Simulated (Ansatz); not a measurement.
# A series in volume scale on Bi₂Te₃

All results are calculated (Ansatz 0.2.0). Free energy against uniform scaling of the volume at fixed shape and fractions; periodic cell, basis, potentials, k mesh and filling as listed.

The cell before it is scaled or strained (space group R-3m, No. 166):
```
CELL_PARAMETERS angstrom
2.19300 1.26610 10.16570
-2.19300 1.26610 10.16570
0.00000 -2.53230 10.16570
ATOMIC_POSITIONS crystal
Bi 0.40000 0.40000 0.40000
Bi 0.60000 0.60000 0.60000
Te 0.00000 0.00000 0.00000
Te 0.20950 0.20950 0.20950
Te 0.79050 0.79050 0.79050
```

Settings of every row: functional PBE; dispersion none; potentials PAW; wave cutoff 500 eV; density cutoff 2000 eV; k mesh 6x6x6; k shift 0x0x0; occupations fixed; smearing width 0 eV; spin none.

Limits: a layered crystal: even scaling strains the bonds within the layers, so this curve is stiffer than the crystal under pressure; coarse k mesh, up to 40 meV an atom off; no spin-orbit coupling, which can matter with elements this heavy.

| row | volume scale | V (Å³/atom) | energy above lowest point (meV/atom) |
| --- | --- | --- | --- |
| 1 | 0.9 | 30.485 | 117.5 |
| 2 | 0.925 | 31.331 | 74.6 |
| 3 | 0.95 | 32.178 | ? |
| 4 | 0.975 | 33.025 | 20.6 |
| 5 | 1 | 33.872 | 6.7 |
| 6 | 1.025 | 34.718 | 0.1 |
| 7 | 1.05 | 35.565 | 0 |
| 8 | 1.075 | 36.412 | 5.4 |
| 9 | 1.1 | 37.259 | 15.8 |

Question: what energy above lowest point should row 3 give?

Worked fit of energy above lowest point. Take u = (V_r/V)^(2/3) − 1 with V_r = 34.295 Å³ an atom, which is twice the finite (Eulerian) strain; such expansions in the strain, on which the Birch-Murnaghan equation of state is built, carry the rest volume and the bulk modulus. The shown rows have u = 0.08167, 0.06211, 0.02548, 0.00831, -0.00814, -0.02395, -0.03915, -0.05376. Least squares give energy above lowest point = 2.56 + 395.7 × u + 12114 × u² + 3317 × u³ meV/atom; a parabola predicts inner rows, each left out in turn, worse (root mean square 0.25 against 0.066 meV/atom). The rows lie off it by 0.0, -0.1, 0.0, 0.0, 0.0, 0.0, 0.0, 0.0. Its lowest point lies at u = -0.0164, or V = 35.16 Å³ an atom, and the curvature there gives the bulk modulus at fixed shape and fractions, B = (4/9)(1 + u)² E″(u)/V = 46.8 GPa. Letting shape and atoms relax would as a rule lower it, by much in layered, chain or molecular crystals. The withheld row has u = 0.04339, so the fit gives 2.56 + 395.7 × (0.04339) + 12114 × (0.04339)² + 3317 × (0.04339)³ = 42.8 meV/atom.

The calculation gave 42.8 meV/atom. The fit meets it to the printed digit.
